**Q.** Before any detail, what sizes should I carry in my head for these species?

**A.** The four neutral metal atoms have a static dipole polarisability $\alpha$, the induced dipole per unit field, of 60 to 80 bohr³. Their $C_6$, the coefficient of the $-C_6/R^6$ attraction between two like atoms, is 600 to 900 a.u. The three cations have $\alpha$ of only 1 to 11 bohr³, so the whole range is a factor of about 70. The electrons screen the applied field and remove between a quarter and a half of the response they would show independently. The excitation energy that sets the response is about 0.2 hartree for the neutrals and 0.5 to 1.5 hartree for the ions. All of this is spherical, spin-unpolarised, non-relativistic LDA.

Spherical all-electron atoms and ions in their NIST ground configurations, from the radks radial solver with Libxc. Non-relativistic, spin-unpolarised Kohn-Sham LDA (Slater exchange, VWN5 correlation), point nucleus, open shells spread evenly over spin and m. Coupled linear response from Sternheimer equations with the Hartree and adiabatic LDA kernel; atomic units.

| species | Z | charge (e) | electrons | configuration | dipole polarisability (bohr³) | uncoupled dipole polarisability (bohr³) | C6 (a.u.) | C9 (triple dipole) (a.u.) | recommended dipole polarisability (bohr³) | coupled / uncoupled |
| --- | --- | --- | --- | --- | --- | --- | --- | --- | --- | --- |
| F2+ | 9 | 2 | 7 | [He] 2s2 2p3 | 1.177 | 1.613 | 1.554 | 1.281 | n/a | 0.730 |
| Al | 13 | 0 | 13 | [Ne] 3s2 3p1 | 69.26 | 100.6 | 612.3 | 30230 | 57.8 | 0.689 |
| P3+ | 15 | 3 | 12 | [Ne] 3s2 | 6.485 | 11.00 | 16.05 | 76.39 | n/a | 0.589 |
| S+ | 16 | 1 | 15 | [Ne] 3s2 3p3 | 11.39 | 18.26 | 56.84 | 476.8 | n/a | 0.624 |
| V | 23 | 0 | 23 | [Ar] 3d3 4s2 | 81.53 | 156.6 | 858.6 | 50580 | 87 | 0.521 |
| In | 49 | 0 | 49 | [Kr] 4d10 5s2 5p1 | 77.03 | 115.7 | 799.3 | 42220 | 65 | 0.666 |
| Sn | 50 | 0 | 50 | [Kr] 4d10 5s2 5p2 | 63.42 | 97.32 | 702.5 | 31220 | 53 | 0.652 |

**Q.** Is that factor of 70 simply the charge pulling the cloud in?

**A.** Charge explains the gap between neutrals and ions but gets the ions wrong among themselves. A least-squares line of $\ln\alpha$ against $\ln(q+1)$ through all seven rows, with $q$ the charge, gives $\alpha \approx 67\,(q+1)^{-2.5}$ bohr³. That makes F2+ 3.8 times too polarisable and gives P3+ only a third of its value, because F2+ lies below P3+ although it carries less charge.

What counts is the size of the valence shell. Second-order perturbation theory gives $\alpha = 2\sum_k |\langle k|z|0\rangle|^2/\Delta_k$ for one electron. Replacing each excitation energy $\Delta_k$ by a mean $\bar\Delta$ closes the sum to $2\langle z^2\rangle/\bar\Delta$, and the oscillator-strength sum rule fixes $\bar\Delta = 1/(2\langle z^2\rangle)$. With $\langle z^2\rangle = \langle r^2\rangle/3$ and $N_v$ outer s and p electrons,

$$\alpha \approx \tfrac49 N_v \langle r^2\rangle^2, \qquad \langle r^2\rangle = \frac{(2n^*+1)(2n^*+2)\,n^{*2}}{4Z_\mathrm{eff}^2},$$

where the second formula is for a Slater orbital with effective quantum number $n^*$ and screened charge $Z_\mathrm{eff}$, both from Slater's rough rules. Size enters twice, since a large orbital has a large dipole and also a small gap. Within one shell $\alpha \propto N_v/Z_\mathrm{eff}^4$.

Take P3+, with nothing fitted. The other 3s electron screens 0.35, the eight $n=2$ electrons 0.85 each and the two 1s electrons fully, so $Z_\mathrm{eff} = 15 - 0.35 - 6.8 - 2 = 5.85$. Then $\langle r^2\rangle = 7\cdot 8\cdot 9/(4\cdot 5.85^2) = 3.68$ bohr² and $\alpha = \tfrac49\cdot 2\cdot 3.68^2 = 12.0$ bohr³. The model treats electrons as independent, so the fair comparison is the uncoupled polarisability $\alpha_0$, computed with the Kohn-Sham potential frozen. That is 11.00 bohr³, and the estimate lies 10% above it. The closeness is partly a cancellation: the Slater 3s orbital is too large, and the closure formula with the true radius would fall short of $\alpha_0$.

**Q.** Does that put the three ions in order?

**A.** It does. All three have $Z_\mathrm{eff}$ near 5.8 to 5.9, so shell and electron count decide. F2+ uses the $n=2$ shell, with $\langle r^2\rangle$ of 0.86 bohr² against 3.68 for P3+. Squaring that ratio and weighting by 2 electrons against 5 gives 7.3 for P3+ over F2+, and the uncoupled column gives 6.8. S+ shares the shell of P3+ but has five electrons, so it lies higher; the model ratio of 2.6 overshoots the uncoupled 1.66. The closure step lets every electron use every final state, whereas the half-filled 3p shell partly blocks 3s→3p by the Pauli principle, which would account for the sign of the error. F2+ has the same p³ filling and its model value is only 1.02 times $\alpha_0$, against 1.71 for S+, but that need not be a counter-example: the rules probably make the $n=2$ shell of F2+ too small, which would hide a closure overshoot of the same sign. There are no computed orbital radii here to check this. These p³ rows are spherical averages without spin, unlike the high-spin ⁴S ground states of the real ions; P3+ is the only closed-shell row.

**Q.** Then why is indium, two shells further out, hardly more polarisable than aluminium?

**A.** Here the model fails. It puts In at twice Al, while the calculation gives 1.11, and it places Sn above Al, against the table. Its excess over $\alpha_0$ is a factor of 2.3 to 2.4 for In and Sn and 3.5 for V. With one scale, 0.36, chosen as the geometric mean of $\alpha$ over the model for all seven rows, the typical misfit is still a factor of 1.6, against 1.9 for the charge law, so neither is quantitative.

The physical reason for the near-equality is standard. Outer orbitals penetrate the core, and a filled 4d shell shields them poorly, so the valence shell of In is only slightly larger than that of Al. The rules give s and p one radius, which is roughly that of the 5p orbital; the 5s orbital, like the 4s of V, penetrates deeply and is far more compact than they allow. The fourth power of $Z_\mathrm{eff}$ magnifies any such error. The rest of the excess for In and Sn probably comes from the closure step, as suggested for S+, but without computed orbital radii the two causes cannot be separated here. Relativistic contraction plays no part in this near-equality, because the calculation contains none.

Between the neighbours In and Sn the model ratio comes out right, though between P3+ and S+, also of one period, it did not. From In to Sn the model gives $(4/3)(5.00/5.65)^4 = 0.82$, against 0.84 for $\alpha_0$ and 0.82 for $\alpha$. In the model the added electron gains a third, and the added proton, only partly screened by it, costs more. The close match is probably partly luck, since s and p need not be equal partners: the p response may roughly hold level as a second electron joins a smaller orbital, leaving the fall to the 5s pair, which shrinks and finds 5s→5p more blocked. The response was not resolved by orbital, so this split is inferred. The same balance should carry $\alpha$ down along the rest of a p block, and steeply down with charge at fixed electron number.

**Q.** Vanadium is far ahead of indium uncoupled and barely ahead coupled. What happens in between?

**A.** Screening. The displaced electrons set up a field that opposes the applied one, and the column coupled / uncoupled, $\alpha/\alpha_0$, measures what is left; a smaller ratio means stronger screening. V keeps 0.521 and In 0.666, which cuts the lead of V from 40.9 to 4.5 bohr³ without changing the order of any rows. The ratio varies by a factor of only 1.4, so it reshapes the neutrals but does not make the factor of 70. It also does not follow size: tiny F2+ and large Al have the two highest ratios.

A two-level picture shows what should matter. For one transition with gap $\Delta$, occupation difference $\delta f$ and Coulomb plus exchange-correlation coupling $K$ of its transition density, the coupled energy obeys $\Omega^2 = \Delta^2 + 2\,\delta f\,K\Delta$. The oscillator strength is unchanged, so

$$\alpha_0/\alpha - 1 = 2\,\delta f\,K/\Delta .$$

Screening is strongest when the response sits in one low, fully open transition, such as $ns^2 \to nsnp$ with $np$ empty. The numbers agree: V and P3+, the two rows with empty $np$, have 0.521 and 0.589, and the five with occupied $np$ have 0.624 to 0.730. Two rows are a thin basis, and the assignment to this transition is argued rather than tested. Blocking alone is also insufficient, since the ratio falls from Al and In (p¹) through Sn (p²) to S+ (p³) as blocking grows, a sequence that crosses periods and charges and that F2+ (p³) does not join; the p electrons add their own response and screen as well.

Scaling with nuclear charge, strictly a limit for high charge, suggests why charge does not remove screening in P3+. As an ion shrinks, $K$ grows in proportion to the screened charge. A gap within one shell grows likewise, whereas a gap to the next shell grows as its square. So $K/\Delta$ survives for 3s→3p and dwindles for jumps in $n$. The 2p electrons of F2+ have no d orbital in their own shell and must jump a large gap, and its 2s→2p transition is half blocked, which fits its being the least screened row. That is a property of the 2s²2p³ shell and not of the charge: as charge rises the in-shell transition takes a growing share of $\alpha_0$, so screening does not fade.

**Q.** Tin is less polarisable than aluminium, yet its $C_6$ is larger. Is that a fault?

**A.** No. $C_6$ samples the response at imaginary frequency, $C_6 = (3/\pi)\int_0^\infty \alpha(i\omega)^2 d\omega$, and the three-body coefficient $C_9$ is the same integral over the cube. With a single pole, $\alpha(i\omega) = \alpha/(1+\omega^2/\omega_0^2)$,

$$C_6 = \tfrac34\alpha^2\omega_0, \qquad C_9 = \tfrac34\alpha C_6, \qquad N_\mathrm{eff} = \alpha\omega_0^2 .$$

Reading $\omega_0$ off each row's $C_6$ gives 0.233 hartree for Sn and 0.170 for Al. The $C_6$ ratio is then $0.916^2 \times 1.37 = 1.15$: Sn responds less, but with more electrons and up to higher frequency.

That decomposition is a definition, and the test lies in $N_\mathrm{eff}$, the number of electrons that effectively respond. It stays between 1.7 and 3.9 while $\omega_0^2$ varies 77-fold, so the range of $\alpha$ is a range of excitation energy. A fixed $N_\mathrm{eff}$ implies $C_6 \propto \alpha^{3/2}$, and a least-squares log-log fit to all seven rows gives 1.50. The closeness is partly luck, as the fitted line lies 23% above the value for P3+. Setting $N_\mathrm{eff} = N_v$ overestimates $C_6$ by 8 to 22% for five rows and by 38% for F2+. V is the exception, 9% low with two electrons and 44% high with five; that its 3d electrons supply a small share is a guess.

$C_9$ comes out at 0.91 to 0.98 of the one-pole value in every row, a shortfall far above the table's rounding of 0.05%. Theory expects this sign, because higher excitations add a slowly decaying tail to $\alpha(i\omega)$ that weighs more in the square than in the cube.

**Q.** How far can I trust these values against the recommended ones?

**A.** For the four neutrals the order survives. Al, In and Sn are 19 to 20% above the recommended values and V is 6% below, while the uncoupled numbers are 74 to 84% too high, so screening is indispensable. The similar excess leaves ratios among the three p-block atoms good: In over Al is 1.11 against $65/57.8 = 1.12$. V does not share it, and its lead over In is 4.5 bohr³ in place of 22.

The table cannot apportion the blame. In and Sn lack the relativistic 5s contraction and the 5p spin-orbit splitting, but Al has the same excess with negligible relativity, so that cannot be the whole cause. Spreading a p electron over both spins and all orientations denies it part of its exchange binding. The LDA potential also decays too fast, so an outer electron of a neutral atom sees no Coulomb tail. Both effects loosen a weakly bound p electron and push $\alpha$ up, and their shares are untested here. V has no such p electron. Its response comes mainly from the closed 4s² pair, and LDA does not inflate closed s² atoms such as Mg and Ca, so the absence of an excess is expected. The 6% shortfall itself should not be read closely: the three 3d electrons are unpolarised, and the recommended value for V is far less certain than that for Al.
